**Q:** I work with gallium arsenide, and I know that strain shifts its band gap. Suppose I could pull the crystal apart evenly in all directions, by a few per cent. How much of the gap would be left?

**A:** Here is a calculation of that stretch at the r2SCAN level, without spin–orbit coupling.

Ansatz 0.2.0, DFT with the r2SCAN functional, plane waves and PAW potentials, for GaAs (space group F-43m) under hydrostatic strain, without spin polarisation or spin–orbit coupling. The cutoff is 500 eV, the k mesh 8×8×8 and the Fermi–Dirac smearing width 0.02 eV. Gaps are the least found over the mesh and the high-symmetry k points.

| volume (Å³/atom) | shortest distance (Å) | band gap (eV) | least direct gap (eV) |
| --- | --- | --- | --- |
| 23.778 | 2.490 | 0.608 | 0.608 |
| 24.131 | 2.503 | 0.494 | 0.494 |
| 24.388 | 2.511 | 0.413 | 0.413 |
| 24.848 | 2.527 | 0.271 | 0.271 |
| 25.190 | 2.539 | 0.169 | 0.169 |
| 25.579 | 2.552 | 0.055 | 0.055 |

From the first row to the last the bonds lengthen by only 2.5 %, and the gap drops from 0.608 to 0.055 eV. About nine tenths of it is gone. Even the first row is already stretched, by 1.5 % in length from the unstrained crystal, so 0.608 eV isn't the gap of the material at rest.

**Q:** That seems far too much for such a small change in bond length. What is the gap made of, that it reacts so strongly?

**A:** Look at the two states on either side of it. In every row both lie at the centre of the Brillouin zone, where all cells of the crystal carry the wave in step; this is why the two gap columns agree. The upper state is a single level and the valence top is threefold. By symmetry, s and p orbitals do not mix at this point, and the standard assignment is an s-like state above and p-like states below, one for each direction in space.

The s-like state is antibonding: the s orbitals of gallium and arsenic meet with opposite signs, so the wave has a node between neighbours, and that costs energy. The p-like states at the valence top are bonding and sit mostly on arsenic. The bond thus pushes the upper state up and holds the lower ones down. In this bond picture, stretching weakens both effects, so the gap between the two edges narrows.

**Q:** I follow the direction. But if every coupling weakens by a few per cent, shouldn't the gap also shrink by a few per cent?

**A:** Let us try that idea with numbers. A rough rule for the couplings between neighbouring atoms, here s with s and p with p, is that they fall as $1/d^2$, where $d$ is the shortest distance. Between the first and last rows this gives a factor $(2.490/2.552)^2 = 0.952$, a loss of about 5 %. If the whole gap followed the rule, it would fall by 5 % of 0.608 eV, or roughly 0.03 eV.

The calculated fall is 0.553 eV, some nineteen times as much. No reasonable change of the power could make up for that. What fails is the assumption that the gap is one energy that scales with the coupling. It must be a small difference between larger energies that do not scale together.

**Q:** Which larger energies?

**A:** Start from separate atoms. In both gallium and arsenic the valence s level lies below the p level, by several electronvolts, and the s level of gallium also lies below the p level of arsenic. Without any bonding, the s-like state would therefore lie below the p-like ones, and there would be no gap of the present kind. The bond has to lift the antibonding s state past the p states, and the gap is what remains of the lift once that deficit has been paid.

As a formula, $E_g = C - D$. Here $E_g$ is the gap and $D$ is the distance by which the average s level of the two atoms lies below their average p level. $C$ is the total push away from these averages: the upward shift of the antibonding s state plus the downward shift of the bonding p states. It comes from the bond and, in part, from the difference between the two kinds of atom. Stretching reduces $C$ and leaves $D$, which belongs to the atoms, nearly unchanged.

**Q:** How large would $C$ have to be?

**A:** If $C$ falls as $1/d^2$, it falls as $V^{-2/3}$, where $V$ is the volume, because this structure has no way to expand except by lengthening its bonds. The gap then changes by $-\tfrac{2}{3}C$ for each unit of $\ln V$. Over the whole series the table gives a change of $-7.6$ eV per unit of $\ln V$, so $C$ would have to be about 11 eV.

This value was drawn from the slope, so it cannot also serve as a test of the slope. The free atoms offer a separate estimate. Their levels are expected to put $D$ at seven or eight electronvolts, and $C$ exceeds $D$ only by the gap, so it should be about eight. Five per cent of that is 0.4 eV, against a calculated fall of 0.553 eV.

The picture thus gives the right order of size, but not the whole fall. Even 0.4 eV is too generous, because the part of $C$ that comes from the difference between the atoms hardly weakens on stretching; with that part held fixed, the estimate is expected to cover only a little over half of the fall. The picture also leaves out the filled d shells, which symmetry allows to mix with the p-like valence top and push it up; that push is expected to weaken on stretching and so to work against the closing. The rest is expected to come from couplings that fall faster than $1/d^2$ and from the crystal potential, which itself changes with volume.

**Q:** Can you tell me which edge moves more, the upper or the lower?

**A:** Not from these runs. Each calculation of an infinite crystal sets its own zero of energy, and that zero shifts with the volume. The difference between two levels in one cell has a meaning; the position of one level compared between two cells does not. Theory expects the antibonding s state to do most of the moving, but showing it would need a common reference, such as a surface or a deep level followed through the series.

**Q:** Now to something that bothers me in the table. From row to row the gap drops by 0.114 eV, then 0.081, then 0.142. Is the material doing something irregular?

**A:** No, the steps in volume are uneven. The small drop belongs to a volume step of 1.1 % and the large one to a step of 1.9 %. Divide each drop by its own step in $\ln V$ and the unevenness goes away.

What is left is a slow weakening of the slope, from $-7.7$ eV per unit of $\ln V$ in the first step to $-7.4$ eV in the last. From the rounded table that is a loss of about 4 %; the unrounded gaps of the runs put it at 4.6 %, and the slope weakens in every step. The picture leads one to expect such a loss: the couplings flatten out as the atoms separate, so each further stretch takes away a little less. A pure $1/d^2$ law would give a loss of 3.8 % between the middles of those two steps, so the series leans towards a slightly steeper power, though the difference is small.

**Q:** I usually think in pressure, not in volume. Does the response weaken there too?

**A:** It does the opposite. All these cells are under tension, and for each gigapascal of added tension the gap falls by 0.14 eV in the first step and by 0.19 eV in the last. The cause is mechanical. The stiffness against a change of volume drops from about 57 to 40 GPa over the same range, so the same added tension produces more expansion.

The response to pressure is the response to volume divided by the stiffness. The first part is electronic and nearly constant here, while the second changes by almost a third. A pressure coefficient measured at one state of strain should therefore not be carried far to another. The coefficient per volume travels better.

**Q:** In the last row the gap is down to a few times the smearing width. Should I throw that row out?

**A:** The doubt is fair, but the row can stay as part of the trend. The run converged and gave no warning of its own, so the question is what the smearing does to so small a gap. Smearing lets electrons spread over levels near the Fermi energy as if the crystal were warm, and the gap of 0.055 eV is less than three times the smearing width. At the zone centre the conduction level does hold about 0.7 of an electron. That point, however, carries a weight of only about 0.002 on this mesh, which makes about one electron per thousand cells. A finer mesh is expected to give far fewer, because the conduction band rises steeply away from the zone centre. The slope of the last step also agrees with the one before it.

The more serious doubt is physical. Spin–orbit coupling splits the threefold valence top of gallium arsenide by roughly 0.34 eV and raises its upper part by a third of that, about 0.11 eV. Taken off the calculated gaps, this would leave about 0.06 eV in the row before the last, and in the last row the s-like state would already lie below the valence top. The ordinary gap would be gone. Since the splitting comes mainly from the inner region of the atoms, it should be nearly the same in every row and leave the slope almost untouched.

**Q:** So would real gallium arsenide lose its gap at about this expansion?

**A:** No, it should hold out longer. If the first slope is carried back to the unstrained crystal, the calculated gap comes to roughly 1 eV, while the measured one is roughly 1.5 eV. That is an extrapolation, but the shortfall is much larger than its likely error. Adding spin–orbit coupling would lower the calculated gap further, so its absence cannot explain the difference. The main cause is expected to be the functional: semilocal ones such as r2SCAN commonly place the s-like state too close to the valence top.

In the language of the formula, an error of half an electronvolt is small beside $C$ and $D$ but large beside the gap. The volume at which the gap closes inherits that error in full. The slope depends on how $C$ changes with distance, and whatever part of the gap error is the same at every volume drops out of it. I would therefore trust the slope more than the closing point, though the table holds no second method to check this.

**Q:** My layers will never be stretched by several per cent in volume. What can I use?

**A:** The slope, for small changes. On the first step, an expansion of 0.1 % in volume lowers the gap by about 8 meV. In a light emitter with a gap near 1.5 eV that is about half a per cent of the photon energy, a measurable shift of the line towards longer wavelength. A layer strained by its substrate or its package also changes shape, which splits the valence top. This series covers only the part of the strain that changes the volume.

**Q:** And if I change the material or the direction of the strain, how do I guess the trend?

**A:** Ask what kind of state sits at each edge. If you compress gallium arsenide instead, the same argument runs backwards and the gap at the zone centre widens. Under strong compression another conduction valley, away from the zone centre, becomes the lowest, and the gap then stops following this rule.

Silicon shows the contrast. Its lowest conduction states lie far from the zone centre and contain a good deal of p character, so they follow the p-like valence top much more closely when the volume changes. Its gap is known to respond far more weakly, and in the opposite direction. In semiconductors bonded like these two, a strong loss of gap on expansion suggests an antibonding s level above a p-like valence top.
